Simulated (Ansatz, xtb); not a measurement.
Ligand exchange: C3H5ClSn + YCl3 → C2H2Cl2Sn + Y(CH3)Cl2

Species: C3H5ClSn `C#[C][SnH]([CH3])[Cl]`, singlet; YCl3 `[Cl][Y]([Cl])[Cl]`, singlet; C2H2Cl2Sn `C#[C][SnH]([Cl])[Cl]`, singlet; Y(CH3)Cl2, singlet. The partners trade CH3 for Cl: Sn–CH3 and Y–Cl bonds give way to Sn–Cl and Y–CH3.

Shapes, held fixed at every level: PBE0-D4/def2-TZVP. Programs: Ansatz 0.2.0, xtb 6.7.1. Electronic energies: no zero-point or thermal term.

(1) Estimate ΔE of this reaction.

## Answers

(1) The highest level, CCSD(T)/def2-TZVPP, gives ΔE = +158.3 kJ/mol; the levels span +111.0 to +167.1. The column of differences is taken from that level and isn't an error. No measured value is set beside it here. For atoms past krypton def2 sets carry core potentials with scalar relativity. Outer-core shells of Sn, Y are correlated in most correlated rows, in sets that cover them unevenly. Times are processor times on shared x86 and Arm servers, and rough.

```csv
level,kind,ΔE (kJ/mol),less CCSD(T)/def2-TZVPP,CPU time (sum over the molecules)
GFN0-xTB,semi-empirical,+111.0,-47.3,0.14 s
B3LYP-D4/def2-TZVPP,global hybrid,+153.4,-4.9,71 s
PBE0-D4/def2-TZVPP,global hybrid,+153.0,-5.3,41 s
wB97M-V/def2-TZVPP,range-separated hybrid,+153.4,-4.9,2.5 min
wB97X-V/def2-TZVPP,range-separated hybrid,+154.6,-3.7,1.8 min
B2PLYP/def2-TZVPP,double hybrid,+156.6,-1.7,82 s
MP2/def2-SVP,perturbation theory,+167.1,+8.8,–
CCSD/def2-TZVPP,coupled cluster or CI,+158.3,0.0,–
CCSD(T)/def2-TZVPP,coupled cluster or CI,+158.3,0.0,20 min
```

The exchange is strongly uphill at every level, +158.3 kJ/mol with CCSD(T), so the electronic energy favours methyl on tin and chloride on yttrium. Yttrium(III) is a hard, strongly electropositive centre whose bonds are largely ionic, and it gains much more from holding chloride than methyl. Tin(IV) also binds chloride more strongly than methyl, but its more covalent bonding makes that preference smaller, and the new Sn–Cl bond cannot repay the loss of Y–Cl. The reverse reaction is the familiar direction of transmetalation, in which an electropositive metal passes its alkyl group to tin and takes up the halide.

CCSD and CCSD(T) coincide, which shows that the triples contributions nearly cancel between the two sides. The four hybrids lie close together, slightly below them, while GFN0-xTB gets the sign right but clearly underestimates the cost, probably through its approximate treatment of charge transfer in the polar bonds. These energies describe isolated molecules and leave out the chloride bridging and donor coordination that stabilise yttrium chloride in condensed phases.
